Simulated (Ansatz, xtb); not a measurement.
# C2H8F3PSi2: which of two isomers lies lower

We compare I, `FC(F)(F)C[SiH2][SiH2]P`, a singlet, with II, `FC(F)(F)C[Si@H]([SiH3])P`, a singlet. Both are isolated molecules in the gas phase, relaxed with r2SCAN-D4/def2-SVP, each in the lowest conformer that the search found.

Problem. Estimate which is lower in electronic energy at CCSD(T)/def2-SVP + ΔMP2/def2-TZVPP, and by roughly how much.

Solution. Too close to call at this level: CCSD(T)/def2-SVP + ΔMP2/def2-TZVPP gives E(II) − E(I) = −0.11 kcal/mol.

How the difference moves with the method:

```json
{"level": "GFN2-xTB", "geometry": "GFN2-xTB", "E(II) − E(I) (kcal/mol)": "+0.55", "departure from the last row (kcal/mol)": "+0.66", "job, with rough time for the two": "optimisation, 0.93 s"}
{"level": "HF/STO-3G", "geometry": "GFN2-xTB", "E(II) − E(I) (kcal/mol)": "+1.00", "departure from the last row (kcal/mol)": "+1.11", "job, with rough time for the two": "single point, 1.9 s"}
{"level": "r2SCAN-D4/def2-SVP//GFN2-xTB", "geometry": "GFN2-xTB", "E(II) − E(I) (kcal/mol)": "+0.33", "departure from the last row (kcal/mol)": "+0.44", "job, with rough time for the two": "single point, 10 s"}
{"level": "r2SCAN-D4/def2-SVP", "geometry": "r2SCAN-D4/def2-SVP", "E(II) − E(I) (kcal/mol)": "+0.29", "departure from the last row (kcal/mol)": "+0.39", "job, with rough time for the two": "optimisation, 3.4 min"}
{"level": "HF/def2-SVP", "geometry": "r2SCAN-D4/def2-SVP", "E(II) − E(I) (kcal/mol)": "+0.24", "departure from the last row (kcal/mol)": "+0.35", "job, with rough time for the two": "part of the CCSD(T) run"}
{"level": "MP2/def2-SVP", "geometry": "r2SCAN-D4/def2-SVP", "E(II) − E(I) (kcal/mol)": "−0.09", "departure from the last row (kcal/mol)": "+0.01", "job, with rough time for the two": "part of the CCSD(T) run"}
{"level": "CCSD(T)/def2-SVP", "geometry": "r2SCAN-D4/def2-SVP", "E(II) − E(I) (kcal/mol)": "−0.03", "departure from the last row (kcal/mol)": "+0.07", "job, with rough time for the two": "single point"}
{"level": "CCSD(T)/def2-SVP + ΔMP2/def2-TZVPP", "geometry": "r2SCAN-D4/def2-SVP", "E(II) − E(I) (kcal/mol)": "−0.11", "departure from the last row (kcal/mol)": "", "job, with rough time for the two": "single point, 3.9 min"}
```

As drawn, both hold the same kinds of bond in the same numbers.

The largest departure from CCSD(T)/def2-SVP + ΔMP2/def2-TZVPP is that of HF/STO-3G, 1.11 kcal/mol. The last row adds to CCSD(T) the change of the MP2 difference between the two basis sets, here −0.07 kcal/mol.

With thermal terms from frequencies at re-optimised GFN2-xTB minima (ideal gas, soft modes damped towards free rotors, one conformer each, 298.15 K, 1 atm): the zero-point term adds −0.37 kcal/mol; ΔH is −0.19 and ΔG −1.23 kcal/mol.

The correlated steps freeze 20 core orbitals. Mirror images aren't counted in ΔG. Codes used: Ansatz 0.2.0, xtb 6.7.1; the last row on 2 threads of Intel(R) Xeon(R) Processor @ 2.70GHz on a shared host.

The two isomers are practically isoenergetic because moving the phosphino group from the terminal silicon to the one bearing the trifluoroethyl group exchanges a Si–P bond for a Si–H bond at each silicon, leaving the bond inventory intact. What remains is the interaction between substituents, which is weak across long, polarisable Si–Si and Si–P bonds. Correlation tips the balance slightly towards II, from +0.24 kcal/mol in Hartree–Fock to −0.09 in MP2 with the same basis. This probably reflects greater medium-range attraction in the branched skeleton, where more groups sit in 1,3-positions. The change of sign is therefore not evidence of a distinct electronic preference.

The free energy favours II more clearly, but ΔH remains close to zero, so that preference is mainly entropic rather than a sign of stronger bonding. Chain isomer I has more torsions that generate distinct conformers, whereas the silyl rotor in II is threefold symmetric; conformational mixing would thus probably favour I and reduce the free-energy gap.
